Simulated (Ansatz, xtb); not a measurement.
# Two structures of BFH4Si2

Structure a: a singlet given by its coordinates. Structure b: a singlet given by its coordinates. Both are isolated molecules in the gas phase, relaxed with B3LYP-D3(BJ)/def2-SVP.

a (Å):

```xyz
8

B    -1.4344    0.2410    0.1429
F    -0.4040   -3.2382    1.5221
Si    0.4658   -0.2160    0.0882
Si   -0.5512   -2.1375    0.3318
H    -2.2444   -0.2528   -0.6061
H    -1.8038    1.1573    0.8345
H     1.2869    0.1110    1.2975
H    -1.4590   -2.7499   -0.6702
```

Close contacts (Å): B1–Si3 1.96, F2–Si4 1.63, Si3–Si4 2.19, B1–H5 1.21, B1–H6 1.21, Si3–H7 1.50, Si4–H8 1.48.

b (Å):

```json
{"atom": "B", "x (Å)": "-1.6199", "y (Å)": "-0.9828", "z (Å)": "0.0692"}
{"atom": "F", "x (Å)": "0.9249", "y (Å)": "0.7061", "z (Å)": "0.4345"}
{"atom": "Si", "x (Å)": "-0.5860", "y (Å)": "0.5546", "z (Å)": "-0.1522"}
{"atom": "Si", "x (Å)": "-0.7114", "y (Å)": "-2.2996", "z (Å)": "1.0339"}
{"atom": "H", "x (Å)": "-0.8449", "y (Å)": "1.8557", "z (Å)": "-0.8293"}
{"atom": "H", "x (Å)": "-2.7318", "y (Å)": "-1.0515", "z (Å)": "-0.3811"}
{"atom": "H", "x (Å)": "0.6716", "y (Å)": "-2.1334", "z (Å)": "1.5591"}
{"atom": "H", "x (Å)": "-1.2193", "y (Å)": "-3.6532", "z (Å)": "1.4028"}
```

Close contacts (Å): B1–Si3 1.87, B1–Si4 1.87, F2–Si3 1.63, B1–H6 1.20, Si3–H5 1.49, Si4–H7 1.49, Si4–H8 1.49.

Energies in hartree; the thermal terms are from B3LYP-D3(BJ)/def2-SVP harmonic frequencies (ideal gas, rigid rotor, one conformer each, 298.15 K, 1 atm) and include the zero-point energy:

```
                               a           b
E, CCSD(T)/def2-TZVP  −705.000724  −705.003297
   zero-point energy     0.040272     0.039953
        H(298 K) − E     0.047607     0.047231
        G(298 K) − E     0.010036     0.009839
```

**Question.** Work out ΔE, ΔE₀, ΔH and ΔG for a → b in kcal/mol (1 Eh = 627.51 kcal/mol) and the equilibrium ratio [b]/[a].

**Answer.** 1. ΔE = −705.003297 − (−705.000724) = −0.002573 Eh = −1.61 kcal/mol.
2. ΔE₀ = ΔE + ΔZPE = −0.002573 + (−0.000319) Eh = −1.81 kcal/mol.
3. ΔH = ΔE + (−0.000376) Eh = −1.85 kcal/mol.
4. ΔG = ΔE + (−0.000197) Eh = −1.74 kcal/mol, so ΔS = (ΔH − ΔG)/T = −1.6 J/(mol K).
5. kT = 0.9442 mEh, so K = [b]/[a] = exp(−ΔG/kT) = exp(+2.93) ≈ 19.

Structure b is favoured at this temperature. An error of 1 kcal/mol in ΔG would change K by a factor of 5.4. Mirror images and further conformers aren't counted.

Other levels gave ΔE = −3.9 (B3LYP-D3(BJ)/def2-SVP); −2.6 (HF/def2-TZVP); −2.4 (MP2/def2-TZVP) kcal/mol. The correlated steps freeze 12 core orbitals. Programs: Ansatz 0.2.0.

The isomers differ in where boron sits. In a, a boryl group is attached to a fluorodisilene, and the Si–Si contact of 2.19 Å is typical of a double bond. The acute B–Si–Si angle and the pyramidal inner silicon suggest that the Si–Si π pair leans into boron's empty p orbital. In b, boron is inserted between the silicons. The skeleton is planar and the two B–Si distances are equal at 1.87 Å, shorter than a normal single bond, as expected for two π electrons shared over Si–B–Si, much like an allyl cation.

Both isomers thus relieve boron's electron deficiency with silicon π density, which probably explains why they lie so close in energy. The slight preference for b likely reflects fuller delocalisation, offset by the loss of the Si–Si bond and one B–H bond. It already appears at the Hartree–Fock level, so correlation is not its origin. The ratio describes equilibrium only; whether a converts to b at a useful rate depends on the barrier to hydrogen migration and skeletal rearrangement.
